**X-ray form factors of fourth-period 2+ ions: electron count, 1s pair or n = 2 shell**

The table holds coherent scattering factors f at s = 1.4, 2.0 and 3.0 Å⁻¹ and Σ<r²> for ions from K2+ to Se2+, from Dirac-Coulomb Hartree-Fock with configuration averaging in a B-spline radial code. The program tests f = cN, the small-s expansion N − q²Σ<r²>/6, the 1s pair alone, and screened hydrogenic shells whose screening comes from orbital radii of the Sc, Co and Ge runs, with nothing fitted to f. The output shows that f = cN errs by up to 33 % and misses the pattern of the steps, that the expansion fails far below these angles, and that the 1s pair supplies only a small part of the rise at s = 1.4. The 1s plus n = 2 core stays within about 11 % of the table and assigns the largest part of the rise to n = 2. The hydrogenic n = 3 term is of rough size only and does not reproduce the upturn of the steps after Ge2+.

Doubly charged ions of the fourth period, computed with B-spline radial code 1 by Dirac-Coulomb Hartree-Fock at the basis-set limit, with a Fermi nucleus and open shells averaged over the nl configuration. f is the coherent X-ray scattering factor of the spherical density at s = sin θ/λ, in Å⁻¹; Σ<r²> is the sum of <r²> over all electrons.

## The fit in Python

```python
# Table: coherent X-ray scattering factors f(s) at s = 1.4, 2.0, 3.0 1/Angstrom and sum <r^2> of fourth-period 2+ ions;
# B-spline radial code, Dirac-Coulomb Hartree-Fock, nl average, Fermi nucleus.
# Tested: f = c N and the small-s expansion; 1s pair alone; screened hydrogenic shells (nothing fitted to f).
T = {
    'ion': ['K2+', 'Ca2+', 'Sc2+', 'Ti2+', 'Cr2+', 'Mn2+', 'Fe2+', 'Co2+', 'Ni2+', 'Cu2+', 'Zn2+', 'Ge2+', 'As2+', 'Se2+'],
    'Z': [19, 20, 21, 22, 24, 25, 26, 27, 28, 29, 30, 32, 33, 34],
    'N': [17, 18, 19, 20, 22, 23, 24, 25, 26, 27, 28, 30, 31, 32],
    'configuration': ['[Ne] 3s2 3p5', '[Ne] 3s2 3p6', '[Ar] 3d1', '[Ar] 3d2', '[Ar] 3d4', '[Ar] 3d5', '[Ar] 3d6', '[Ar] 3d7', '[Ar] 3d8', '[Ar] 3d9', '[Ar] 3d10', '[Ar] 3d10 4s2', '[Ar] 3d10 4s2 4p1', '[Ar] 3d10 4s2 4p2'],
    'f_1_4': [3.04, 3.39, 3.72, 4.035, 4.601, 4.847, 5.069, 5.269, 5.45, 5.618, 5.775, 6.077, 6.231, 6.395],  # electrons
    'f_2_0': [1.747, 1.909, 2.09, 2.29, 2.73, 2.96, 3.192, 3.42, 3.643, 3.856, 4.059, 4.445, 4.619, 4.781],  # electrons
    'f_3_0': [1.175, 1.226, 1.28, 1.339, 1.479, 1.563, 1.658, 1.762, 1.877, 2.001, 2.134, 2.426, 2.582, 2.743],  # electrons
    'r2': [15.6, 15.37, 16.22, 16.51, 16.4, 16.19, 15.93, 15.64, 15.34, 15.04, 14.73, 19.82, 22.5, 24.19],  # bohr²
}
import re
import numpy as np
from scipy.special import eval_genlaguerre as lag
from scipy.constants import physical_constants as pc
from scipy.interpolate import CubicSpline
ion = T['ion']; Z = np.array(T['Z'], float); N = np.array(T['N'], float); r2 = np.array(T['r2'], float)
s = np.array([1.4, 2.0, 3.0]); a0 = pc['Bohr radius'][0]*1e10; q = 4*np.pi*s*a0
F = np.array([T['f_1_4'], T['f_2_0'], T['f_3_0']], float).T
occ = lambda sh: np.array([int((re.findall(sh + r'(\d+)', c) or [0])[0]) for c in T['configuration']], float)
nd = occ('3d'); n3p = np.where(occ('3p') > 0, occ('3p'), 6.0)
# further outputs of the same runs (Sc, Co, Ge): <r> and <1/r> of 1s 2s 2p1/2 2p3/2 3s 3p1/2 3p3/2 3d3/2 3d5/2
R = np.array([[.072975, .34053, .30442, .30693, 1.07451, 1.16184, 1.16906, 1.55041, 1.55314],
              [.056156, .25389, .22239, .22544, .77455, .81235, .82131, .99853, 1.00366],
              [.046978, .20898, .18119, .18473, .62176, .63987, .64977, .71790, .72290]])
U = np.array([[20.777, 4.3405, 4.2434, 4.1958, 1.2910, 1.1655, 1.1563, .83897, .83729],
              [27.038, 5.8712, 5.7898, 5.6807, 1.8214, 1.6888, 1.6650, 1.3213, 1.3146],
              [32.387, 7.1801, 7.1074, 6.9166, 2.2900, 2.1553, 2.1118, 1.8001, 1.7874]])
jav = lambda a: np.array([a[:,0], a[:,1], (a[:,2]+2*a[:,3])/3, a[:,4], (a[:,5]+2*a[:,6])/3, .4*a[:,7]+.6*a[:,8]])
nl = [(1,0), (2,0), (2,1), (3,0), (3,1), (3,2)]; k3 = [ion.index(i) for i in ('Sc2+', 'Co2+', 'Ge2+')]
w = [2+0*Z, 2+0*Z, 6+0*Z, 2+0*Z, n3p, nd]; x = np.linspace(1e-4, 120, 12001)
def ff(n, l, Ze):
    P2 = (x**(l+1)*np.exp(-x/n)*lag(n-l-1, 2*l+1, 2*x/n))**2
    return np.array([np.sum(P2*np.sinc(k/Ze*x/np.pi))/P2.sum() for k in q])
def parts(sig):
    p = np.zeros((3, len(Z), 3))
    for j, (n, l) in enumerate(nl):
        v = Z if n < 3 else nd
        Ze = Z - np.polyval(np.polyfit(v[k3], sig[j], 1), v)
        p[n-1] += np.array([w[j][i]*ff(n, l, Ze[i]) for i in range(len(Z))])
    return p
sr = np.array([Z[k3] - (3*n*n-l*(l+1))/(2*jav(R)[j]) for j, (n, l) in enumerate(nl)])
su = np.array([Z[k3] - n*n*jav(U)[j] for j, (n, l) in enumerate(nl)])
P, Q = parts(sr), parts(su); KL = P[0]+P[1]; tot = P.sum(0)
print('q (1/bohr) at s=1.4,2.0,3.0: %.2f %.2f %.2f; rounding of f 0.0005, of a step 0.001' % tuple(q))
for a in (0, 3):
    print('screening from <r>, Sc/Co/Ge: ' + '; '.join('%d%s %.2f %.2f %.2f' % (nl[j][0], 'spd'[nl[j][1]], *sr[j]) for j in range(a, a+3)))
print('model parts (electrons): 1s, n=2, n=3, table minus sum | s=1.4 | 2.0 | 3.0')
for i in range(len(Z)):
    print('%-5s' % ion[i] + ' |'.join(' %.2f %+.2f %+.2f %+.2f' % (*P[:, i, k], F[i,k]-tot[i,k]) for k in range(3)))
d = lambda a: (np.diff(a, axis=0).T/np.diff(Z)).T
print('step per unit Z: table, 1s+n=2, all shells | s=1.4 | 2.0 | 3.0 | sum r^2 (bohr^2)')
for i in range(len(Z)-1):
    print('%2s-%-2s' % (ion[i][:-2], ion[i+1][:-2]) + ' |'.join(' %.3f %.3f %.3f' % (d(F)[i,k], d(KL)[i,k], d(tot)[i,k]) for k in range(3)) + ' | %+.2f' % d(r2)[i])
def worst(m, k):
    e = 100*(m/F[:,k]-1); i = np.argmax(abs(e)); return '%+.1f%% %s' % (e[i], ion[i])
for k in range(3):
    c = (F[:,k]@N)/(N@N); g = F[:,k]/N
    print('s=%.1f worst error: cN (c=%.4f) %s; 1s %s; 1s+n=2 %s; all %s; all via <1/r> %s' % (s[k], c, worst(c*N,k), worst(P[0,:,k],k), worst(KL[:,k],k), worst(tot[:,k],k), worst(Q.sum(0)[:,k],k)))
    print('  K to Se rise: table %.3f; 1s/n=2/n=3 %.2f %.2f %+.2f (via <1/r> %.2f %.2f %+.2f); f/N %.4f to %.4f' % (F[-1,k]-F[0,k], *(P[:,-1,k]-P[:,0,k]), *(Q[:,-1,k]-Q[:,0,k]), g.min(), g.max()))
s0 = np.sqrt(6*N/r2)/(4*np.pi*a0); ex = N - q[0]**2*r2/6
print('N - q^2 r2/6: zero at s=%.2f to %.2f 1/A; at s=1.4 gives %.0f to %.0f electrons' % (s0.min(), s0.max(), ex.min(), ex.max()))
for k in (0, 1):
    m = np.where(F[:,k] <= F[:,k+1].max())[0]; Zp = CubicSpline(F[:,k+1], Z)(F[m,k])
    sg = (s[k+1]*Z[m] - s[k]*Zp)/(s[k+1]-s[k])
    print('same f at s=%.1f,%.1f (matching Z, sigma): ' % (s[k], s[k+1]) + '; '.join('%s %.1f %.1f' % (ion[i][:-2], a, b) for i, a, b in zip(m, Zp, sg)))
# further outputs of the same runs: <r^2> of 3d (Sc, Co), <r^2> and <r> of Ge 4s
dS, dC, g4, r4 = .4*3.00787+.6*3.01784, 7*(.4*1.27742+.6*1.29068), 2*4.54032, 1.99955
print('sum r^2 (bohr^2): Sc 3d %.2f rest %.2f; Co 3d %.2f rest %.2f; Ge 4s %.2f rest %.2f; Zn %.2f' % (dS, r2[k3[0]]-dS, dC, r2[k3[1]]-dC, g4, r2[k3[2]]-g4, r2[ion.index('Zn2+')]))
print('Ge 4s pair, hydrogenic, size only (electrons): %+.3f %+.3f %+.3f' % tuple(2*ff(4, 0, 24/r4)))
assert (d(F) > 0).all() and (np.diff(F, axis=1) < 0).all()
assert (np.diff(d(F)[:,2]) > 0).all() and d(F)[0,0] > 2*d(F)[-1,0]
assert P[0,-1,0]-P[0,0,0] < 0.15*(F[-1,0]-F[0,0])
assert ex.max() < 0 and d(r2).min() < 0 < d(r2).max()
```

It prints:

```
q (1/bohr) at s=1.4,2.0,3.0: 9.31 13.30 19.95; rounding of f 0.0005, of a step 0.001
screening from <r>, Sc/Co/Ge: 1s 0.45 0.29 0.07; 2s 3.38 3.37 3.29; 2p 4.67 4.72 4.76
screening from <r>, Sc/Co/Ge: 3s 8.44 9.57 10.29; 3p 10.29 11.72 12.66; 3d 14.23 16.52 17.43
model parts (electrons): 1s, n=2, n=3, table minus sum | s=1.4 | 2.0 | 3.0
K2+   1.77 +0.96 +0.04 +0.27 | 1.57 +0.04 -0.01 +0.15 | 1.20 -0.02 +0.02 -0.02
Ca2+  1.79 +1.25 +0.13 +0.22 | 1.61 +0.13 -0.02 +0.20 | 1.26 -0.03 +0.01 -0.01
Sc2+  1.81 +1.55 +0.21 +0.15 | 1.64 +0.24 -0.02 +0.23 | 1.31 -0.04 +0.01 +0.01
Ti2+  1.83 +1.85 +0.29 +0.06 | 1.67 +0.38 -0.01 +0.25 | 1.36 -0.05 +0.00 +0.03
Cr2+  1.85 +2.45 +0.43 -0.13 | 1.72 +0.72 +0.05 +0.25 | 1.44 -0.03 -0.01 +0.08
Mn2+  1.86 +2.73 +0.47 -0.22 | 1.74 +0.91 +0.09 +0.23 | 1.48 -0.00 -0.02 +0.10
Fe2+  1.88 +3.00 +0.50 -0.30 | 1.76 +1.10 +0.14 +0.19 | 1.51 +0.03 -0.02 +0.13
Co2+  1.88 +3.26 +0.49 -0.36 | 1.77 +1.31 +0.19 +0.15 | 1.54 +0.08 -0.02 +0.16
Ni2+  1.89 +3.50 +0.46 -0.40 | 1.79 +1.52 +0.25 +0.09 | 1.57 +0.15 -0.02 +0.18
Cu2+  1.90 +3.74 +0.40 -0.42 | 1.80 +1.73 +0.30 +0.02 | 1.59 +0.22 -0.01 +0.20
Zn2+  1.91 +3.95 +0.32 -0.40 | 1.82 +1.94 +0.35 -0.05 | 1.62 +0.31 -0.00 +0.21
Ge2+  1.92 +4.35 +0.05 -0.24 | 1.84 +2.35 +0.44 -0.18 | 1.66 +0.51 +0.04 +0.22
As2+  1.92 +4.53 -0.09 -0.14 | 1.85 +2.56 +0.45 -0.23 | 1.68 +0.62 +0.08 +0.21
Se2+  1.93 +4.71 -0.21 -0.02 | 1.86 +2.75 +0.44 -0.27 | 1.70 +0.74 +0.12 +0.19
step per unit Z: table, 1s+n=2, all shells | s=1.4 | 2.0 | 3.0 | sum r^2 (bohr^2)
 K-Ca 0.350 0.312 0.404 | 0.162 0.125 0.116 | 0.051 0.042 0.037 | -0.23
Ca-Sc 0.330 0.319 0.396 | 0.181 0.147 0.151 | 0.054 0.041 0.037 | +0.85
Sc-Ti 0.315 0.319 0.400 | 0.200 0.167 0.180 | 0.059 0.043 0.038 | +0.29
Ti-Cr 0.283 0.310 0.379 | 0.220 0.192 0.219 | 0.070 0.051 0.045 | -0.06
Cr-Mn 0.246 0.294 0.338 | 0.230 0.210 0.251 | 0.084 0.062 0.057 | -0.21
Mn-Fe 0.222 0.281 0.302 | 0.232 0.217 0.266 | 0.095 0.071 0.068 | -0.26
Fe-Co 0.200 0.268 0.263 | 0.228 0.222 0.276 | 0.104 0.081 0.080 | -0.29
Co-Ni 0.181 0.253 0.222 | 0.223 0.225 0.280 | 0.115 0.091 0.092 | -0.30
Ni-Cu 0.168 0.239 0.181 | 0.213 0.225 0.279 | 0.124 0.100 0.105 | -0.30
Cu-Zn 0.157 0.225 0.143 | 0.203 0.223 0.273 | 0.133 0.109 0.118 | -0.31
Zn-Ge 0.151 0.205 0.072 | 0.193 0.218 0.262 | 0.146 0.121 0.144 | +2.54
Ge-As 0.154 0.187 0.047 | 0.174 0.210 0.223 | 0.156 0.131 0.164 | +2.68
As-Se 0.164 0.175 0.049 | 0.162 0.205 0.194 | 0.161 0.136 0.175 | +1.69
s=1.4 worst error: cN (c=0.2038) +14.0% K2+; 1s -69.9% Se2+; 1s+n=2 -10.3% Ca2+; all -8.9% K2+; all via <1/r> +8.5% Ni2+
  K to Se rise: table 3.355; 1s/n=2/n=3 0.16 3.74 -0.26 (via <1/r> 0.16 3.74 -0.24); f/N 0.1788 to 0.2112
s=2.0 worst error: cN (c=0.1364) +32.8% K2+; 1s -61.2% Se2+; 1s+n=2 -10.8% Cr2+; all -10.8% Sc2+; all via <1/r> -7.8% Ti2+
  K to Se rise: table 3.034; 1s/n=2/n=3 0.29 2.71 +0.45 (via <1/r> 0.28 2.77 +0.39); f/N 0.1028 to 0.1494
s=3.0 worst error: cN (c=0.0749) -12.6% Se2+; 1s -38.2% Se2+; 1s+n=2 -11.3% Se2+; all -9.9% Zn2+; all via <1/r> -7.0% Zn2+
  K to Se rise: table 1.568; 1s/n=2/n=3 0.50 0.75 +0.10 (via <1/r> 0.49 0.83 +0.08); f/N 0.0669 to 0.0857
N - q^2 r2/6: zero at s=0.38 to 0.51 1/A; at s=1.4 gives -317 to -185 electrons
same f at s=1.4,2.0 (matching Z, sigma): K 25.3 4.2; Ca 26.9 4.0; Sc 28.4 3.8; Ti 29.9 3.6; Cr 32.9 3.2
same f at s=2.0,3.0 (matching Z, sigma): K 26.9 3.3; Ca 28.3 3.5; Sc 29.7 3.6; Ti 31.1 3.8; Cr 33.9 4.2
sum r^2 (bohr^2): Sc 3d 3.01 rest 13.21; Co 3d 9.00 rest 6.64; Ge 4s 9.08 rest 10.74; Zn 14.73
Ge 4s pair, hydrogenic, size only (electrons): +0.024 -0.002 +0.009
```
